Onsager–Samaras limiting law: the surface tension of a very dilute salt solution

1. Result and notation

An ion in water is repelled from the surface by its dielectric image, the other ions screen that repulsion, and the layer under the surface is depleted of salt. By the Gibbs adsorption equation a depleted solute raises the surface tension. For a 1:1 salt the limiting form is

Δγ = (kT n l_B/2) [ ln(2/(κ l_B)) − 2γ_E + 3/2 ].   (1)

Wagner (1924) proposed the mechanism, and Onsager and Samaras (1934) obtained the limiting law. SI units are used throughout. Δγ is the surface tension of the solution minus that of pure water at the same T. n is the bulk number density of salt formula units, so cations and anions each have density n. ε and ε′ are the relative permittivities of water and of the outer phase, and η = ε′/ε. The Bjerrum length is l_B = e²/(4π ε0 ε kT), the inverse Debye length follows from κ² = 2n e²/(ε0 ε kT) = 8π l_B n, and γ_E = 0.5772 is Euler's constant. We use w = W/kT for energies and a = κ l_B/2 as the small parameter.

2. Premises

P1. Water is a uniform dielectric filling z > 0. The outer phase fills z < 0 and holds no ions. The step at z = 0 is sharp, flat and uncharged.
P2. The plane z = 0 is also the Gibbs dividing surface of water, where the surface excess of water vanishes.
P3. The ions carry ±e, are points as far as the surface is concerned, may reach z = 0, and feel only electrostatic forces from it.
P4. κ l_B ≪ 1, so the ion cloud obeys the linear Debye–Hückel equation, and κ is given its bulk value at every z > 0.
P5. η → 0.
P6. In the Gibbs equation the bulk solution is ideal.

Section 7 gives the size of what P4 to P6 neglect, and section 8 what P2 and P3 hide.

3. Step 1: the screened image energy

Put a test charge q at height z0 > 0. By P4 its potential obeys ∇²φ − κ²φ = −(q/ε0ε) δ(r − r0) in water and ∇²φ = 0 outside. Fourier transform in the two directions along the surface, with wave number k, and set p = √(k² + κ²). The equations become φ″ − p²φ = −(q/ε0ε) δ(z − z0) for z > 0 and φ″ = k²φ for z < 0. The solutions that decay far away are

z > 0: φ_k = (q/(2ε0 ε p)) [ exp(−p|z − z0|) + r exp(−p(z + z0)) ],
z < 0: φ_k = (q/(2ε0 ε p)) t exp(−p z0) exp(kz).

The first term has the slope jump −q/(ε0ε) that the source demands. An uncharged interface requires φ and (permittivity × φ′) to be continuous at z = 0. This gives 1 + r = t and ε p (1 − r) = ε′ k t, hence

r(k) = (p − ηk)/(p + ηk).   (2)

The potential acting back on the test charge is φ at r0 minus its own bare Coulomb potential, whose transform at z = z0 is q/(2ε0εk). With ∫d²k/(2π)² = ∫k dk/(2π),

φ_ind(z0) = (q/(4π ε0 ε)) { ∫0^∞ (k/p − 1) dk + ∫0^∞ (k/p) r(k) exp(−2p z0) dk }.

The first integral is [p − k] between 0 and ∞, which is −κ. Since φ_ind is proportional to q, the reversible work of charging the test ion from 0 to ±e in the fixed screening medium is qφ_ind/2. This work is the excess chemical potential of the ion at that height. Its first part, −kT κ l_B/2 = −kT a, is the bulk Debye–Hückel value and does not depend on height. The second part is the work of bringing the ion from the bulk to height z:

w(z) = (l_B/2) ∫0^∞ (k/p) r(k) exp(−2pz) dk.   (3)

Under P5, r = 1. Then k dk = p dp turns (3) into (l_B/2)∫ from κ to ∞ of exp(−2pz) dp, so

W(z) = kT l_B exp(−2κz)/(4z).   (4)

This is a like-signed image at distance 2z, with screened potential l_B exp(−2κz)/(2z) in units of kT/e per unit charge, times the charging factor 1/2. For η = 0 no field leaves the water, the boundary condition is φ′ = 0, and the single image solves the linear problem exactly.

4. Step 2: density profile and surface excess

In equilibrium the chemical potential of each ion is the same at all heights: kT ln n±(z) + W(z) ± eψ(z) = kT ln n, where ψ is the mean potential and the bulk excess term has cancelled. W goes as q² and is the same for both ions, so ψ = 0 with n₊ = n₋ satisfies these conditions and Poisson's equation together. No double layer forms, and

n±(z) = n exp(−w(z)).

The surface excess of each ion relative to the plane z = 0 is

Γ = n ∫0^∞ [exp(−w) − 1] dz.

Set x = 2κz. Then w = a exp(−x)/x, and 1/(2κ) = l_B/(4a), so

Γ = −(n l_B/4) I(a)/a,  I(a) = ∫0^∞ [1 − exp(−a e^(−x)/x)] dx.   (5)

Neither ingredient can be dropped. Without screening the integrand falls as a/x and the integral diverges logarithmically at large x. With the Boltzmann factor linearised it diverges logarithmically at small x. The result is therefore a logarithm of the ratio of two lengths: 1/(2κ), where screening ends the repulsion, and l_B/4, where the bare image energy equals kT. Their ratio is 2/(κ l_B) = 1/a.

5. Step 3: I(a) for small a

Split the integral at δ with a ≪ δ ≪ 1.

Inner part, 0 < x < δ. Replace e^(−x) by 1. Because |exp(−u) − exp(−v)| ≤ |u − v| for u, v ≥ 0, and a(1 − e^(−x))/x ≤ a, this changes the integral by at most aδ. Substitute s = a/x, s0 = a/δ, and integrate by parts:

∫0^δ [1 − exp(−a/x)] dx = a ∫ from s0 to ∞ of (1 − e^(−s))/s² ds = a [ (1 − e^(−s0))/s0 + E1(s0) ],

where E1(s) = ∫ from s to ∞ of e^(−u)/u du = −γ_E − ln s + O(s). For s0 ≪ 1 the inner part is a[1 − γ_E − ln(a/δ)] + O(a²/δ).

Outer part, x > δ. Here w ≪ 1. Since 0 ≤ w − (1 − e^(−w)) ≤ w²/2, linearising changes the integral by at most a²/(2δ). What remains is a E1(δ) = a[−γ_E − ln δ] + O(aδ).

In the sum ln δ cancels, as it must. The choice δ = √a bounds all remainders by a multiple of a^(3/2), which vanishes relative to a. Hence

I(a)/a → ln(1/a) + 1 − 2γ_E,
Γ = −(n l_B/4) [ ln(2/(κ l_B)) + 1 − 2γ_E ].   (6)

A Mellin transform confirms (6) and supplies the next term. For 0 < Re s < 1, ∫0^∞ (1 − e^(−u)) u^(−s−1) du = G(1−s)/s and ∫0^∞ (e^(−x)/x)^s dx = G(1−s) s^(s−1), where G is the gamma function. So I(a) is the inverse transform (1/2πi)∫ G(1−s)² s^(s−2) a^s ds along a vertical line in that strip. Closing the contour to the right gives minus the residues at the double poles s = m = 1, 2, … Near such a pole G(1−s)² = [1/(s−m)² − 2ψ0(m)/(s−m) + …]/((m−1)!)², with ψ0 the digamma function, and the logarithmic derivative of s^(s−2) a^s is ln(sa) + 1 − 2/s. Therefore

I(a) = Σ over m ≥ 1 of [m^(m−2) a^m/((m−1)!)²] [ ln(1/(ma)) − 1 + 2/m + 2ψ0(m) ].

With ψ0(1) = −γ_E the first term is (6). With ψ0(2) = 1 − γ_E the second term adds a[ln(1/(2a)) + 2 − 2γ_E] to I/a.

6. Step 4: Gibbs adsorption and integration over concentration

At fixed T the Gibbs equation reads dγ = −Σ Γ_i dμ_i over water and both ions. On the dividing surface of P2 the water term is absent. With Γ₊ = Γ₋ = Γ and the salt chemical potential μ_s = μ₊ + μ₋, dγ = −Γ dμ_s. By P6 each ion has μ = const + kT ln n, so dμ_s = 2kT dn/n and

dγ/dn = −2kT Γ/n = (kT l_B/2) [ ln(1/a) + 1 − 2γ_E ].   (7)

The slope depends on n through a ∝ √n and diverges, integrably, at n = 0. Write a(n′) = a √(n′/n), so ln(1/a(n′)) = ln(1/a) − (1/2) ln(n′/n). Since ∫0^n ln(n′/n) dn′ = −n, we get ∫0^n ln(1/a(n′)) dn′ = n[ln(1/a) + 1/2]. Integrating (7) from pure water,

Δγ = (kT n l_B/2) B,  B = ln(1/a) + 3/2 − 2γ_E,

which is (1). The constant 3/2 − 2γ_E = 0.346 has three sources: 1 − γ_E from the Boltzmann cut-off, −γ_E from the screening cut-off, and 1/2 from the growth of the depleted layer as the solution is diluted. The common slip is to read n as the total ion density 2n, which doubles the prefactor. The same averaging will be needed below for terms one order higher: a term a(A − j ln a) in the bracket of (7) becomes (2a/3)(A − j ln a + j/3) in B, because dn′/n = 2a′da′/a² and ∫0^a a′² ln a′ da′ = a³(ln a − 1/3)/3.

7. What P4, P5 and P6 neglect

Let L = ln(1/a). Three effects enter B at order a ln a.

(i) The second term of the series for I(a). Averaged over n it adds (2a/3)[L − ln 2 + 2 − 2γ_E + 1/3].

(ii) Activity. With the bulk excess −kT a per ion, dμ_s = 2kT(1 − a/2) dn/n, since da/d ln n = a/2. This multiplies (7) by 1 − a/2 and adds −(a/3)[L + 1 − 2γ_E + 1/3] to B.

(iii) Weaker screening in the depleted layer. The local value is κ² exp(−w), a change δκ² = −κ²(1 − e^(−w)). Let g be the inverse of the operator −∇² + κ² with g′ = 0 at z = 0. The self-energy in units of kT is 2π l_B g(r,r), where the finite part of g(r,r) is −κ/(4π) + exp(−2κz)/(8πz). To first order δg(r,r) = −∫g(r,r′)² δκ²(z′) d³r′. Integrate over z, use translation invariance along the surface, and apply the identity ∫g(r,r′)² d³r = −∂g(r′,r′)/∂κ² = (1 + exp(−2κz′))/(8πκ). This gives

∫δw dz = (κ l_B/4) ∫(1 − e^(−w))(1 + exp(−2κz′)) dz′.

The first part is the integral of (5). The second is found as in section 5 with the outer piece a E1(2δ), which lowers it by ln 2. The bracket of (7) gains (a/2)[2L + 2 − 4γ_E − ln 2], and B gains (a/3)[2L + 2 − 4γ_E − ln 2 + 2/3].

The three add up to

ΔB = a [ ln(1/(κ l_B)) + 2 − 2γ_E ].   (8)

Summing only the series for I(a) is thus no consistent improvement on (1), since (ii) and (iii) are of the same order as its second term.

(iv) Finite η. At large k, r tends to r∞ = (1 − η)/(1 + η), and r − r∞ = 2η(p − k)/((1 + η)(p + ηk)). The r∞ part of (3) is (4) with l_B replaced by r∞ l_B at unchanged κ. The rest is bounded, of order ηκ l_B even at z = 0, so it may be linearised. Its integral over z is (l_B/4) C with C = ∫(k/p²)(r − r∞) dk, which to first order in η is 2η∫k(p − k)/p³ dk = 2η(1 − ln 2), independent of κ. Then

B(η) = r∞ [ ln(1/(r∞ a)) + 3/2 − 2γ_E ] + 2η(1 − ln 2) + O(η²).   (9)

This correction does not vanish on dilution: the coefficient of the logarithm is r∞ and not 1.

8. What P2 and P3 hide

Any change of the ion profile confined to a molecular distance from the surface changes Γ by an amount proportional to n and independent of κ. It shifts B by a constant, so it competes directly with 3/2 − 2γ_E. Two examples show the size.

If the dividing surface of water lies a distance δ0 outside the dielectric step, the ion-free slab between them adds −nδ0 to Γ, 2n kT δ0 to Δγ, and 4δ0/l_B to B.

If hydration keeps the ion centres out of 0 < z < d, with d ≪ 1/κ, the ions that (4) left there are removed. Screening is negligible at such z, so B gains (4/l_B)∫0^d exp(−l_B/4z) dz = Y exp(−1/Y) − E1(1/Y), with Y = 4d/l_B.

Short-range attraction of an ion to the surface acts with the opposite sign, and if it differs between cation and anion it also creates a double layer. Only the term −(r∞ kT l_B/4) n ln n, the part of (1) and (9) that is not analytic in n, comes from distances large on the molecular scale and is independent of the salt. The constant belongs to the point-ion, sharp-step model.

9. Range of validity

(a) Dilution: a = κ l_B/2 ≪ 1, with relative correction ΔB/B from (8). The table below puts this at a few per cent at 1 mmol/L and a tenth at 10 mmol/L. The slope (7) changes sign at ln(1/a) = 2γ_E − 1, or a = 0.857, whereas I(a) in (5) is positive for every a. This sign change is an artefact of the truncation.
(b) Dominance of the logarithm: the law is predictive to the extent that ln(1/a) exceeds the unknown constant of section 8. Since the logarithm grows slowly, this condition is never met by a wide margin at accessible concentrations.
(c) Symmetric salt of ions without surface affinity. For a z:z salt replace l_B by z² l_B everywhere, in κ too. For unsymmetric salts W differs between the ions, ψ ≠ 0, and the constant changes.
(d) Uncharged interface with ε′ ≪ ε. Steps 1 to 4 hold for a flat, inert, rigid solid wall as well, Δγ then being the change of the solid–liquid interfacial free energy and r(k) being kept as in (2). Oxide walls such as silica usually carry surface charge in water, and they fall outside P1. At a metal r = −1, and the image attracts.
(e) No other adsorbing species, and other ions (those of water itself, dissolved carbonate) dilute compared with the salt, since they contribute to κ.

10. Numerical illustration: 1 mmol/L aqueous NaCl at 298 K

Inputs: T = 298.15 K, salt concentration 1 mol/m³, full dissociation, and ε = 78.4 as a typical value for water. Nothing else about NaCl enters the model, which returns the same number for every 1:1 salt.

n = 6.022×10²³ m⁻³, n kT = 2479 Pa
l_B = 0.7149 nm, l_B/4 = 0.179 nm
κ = 0.1040 nm⁻¹, 1/κ = 9.61 nm, 1/(2κ) = 4.81 nm
κ l_B = 0.0744, a = 0.0372, ln(1/a) = 3.292
bracket of (6) = 3.138, B = 3.638
kT n l_B/2 = 0.8861 μN/m

Equation (6) gives Γ = −3.4×10¹⁴ m⁻² for each ion, equivalent to an ion-free layer of thickness −Γ/n = 0.56 nm. The local slope (7) is 2.8 mN/m per mol/L. Equation (1) gives

Δγ = 0.8861 μN/m × 3.638 = 3.2 μN/m (model value).

With about 72 mN/m as a typical input for pure water, this is a relative change of 4.5×10⁻⁵.

The neglected electrostatic terms in B are +0.094 from (i), −0.043 from (ii) and +0.077 from (iii), in total +0.128 as in (8). Numerical integration of (5) and of the Gibbs equation with ideal μ_s, without expanding in a, gives +0.096 in place of +0.094. For air, ε′ = 1, r∞ = 0.975, the last term of (9) is 0.008, and (iv) changes B by −0.059. The net shift is +0.069, or 2 per cent of B. The molecular terms are larger. An illustrative offset δ0 = 0.1 nm shifts B by 0.56, or 15 per cent (0.5 μN/m), and an illustrative exclusion distance d = 0.3 nm shifts it by 0.47, or 13 per cent. Both exceed the constant 0.346 itself, so the second figure of 3.2 μN/m has meaning only inside the model.

The loss of accuracy with concentration, from (1) and (8):

c (mmol/L) | a | B | Δγ (μN/m) | ΔB/B (per cent)
1 | 0.0372 | 3.64 | 3.2 | 3.5
10 | 0.118 | 2.49 | 22 | 11
100 | 0.372 | 1.33 | 1.2×10² | 32

The spurious sign change of the slope falls at 0.53 mol/L.

As typical knowledge and not as a measurement: at tenths of a mol/L and above, NaCl solutions show a nearly linear rise of roughly 1.6 mN/m per mol/L, and the model value at 1 mmol/L is about 2 times the straight-line extrapolation of that slope, in the direction that the logarithm implies. Near 1 mmol/L, capillary-rise work has typically reported a small apparent decrease, of order 10 μN/m, known as the Jones–Ray effect, whose origin is disputed (trace surface-active impurities and a change of the wetting film in the capillary are among the explanations). Against such reports the model misses in sign. The 3.2 μN/m is the contribution of screened image repulsion in the point-ion model, and it should not be quoted as the surface tension increment of a real millimolar NaCl solution.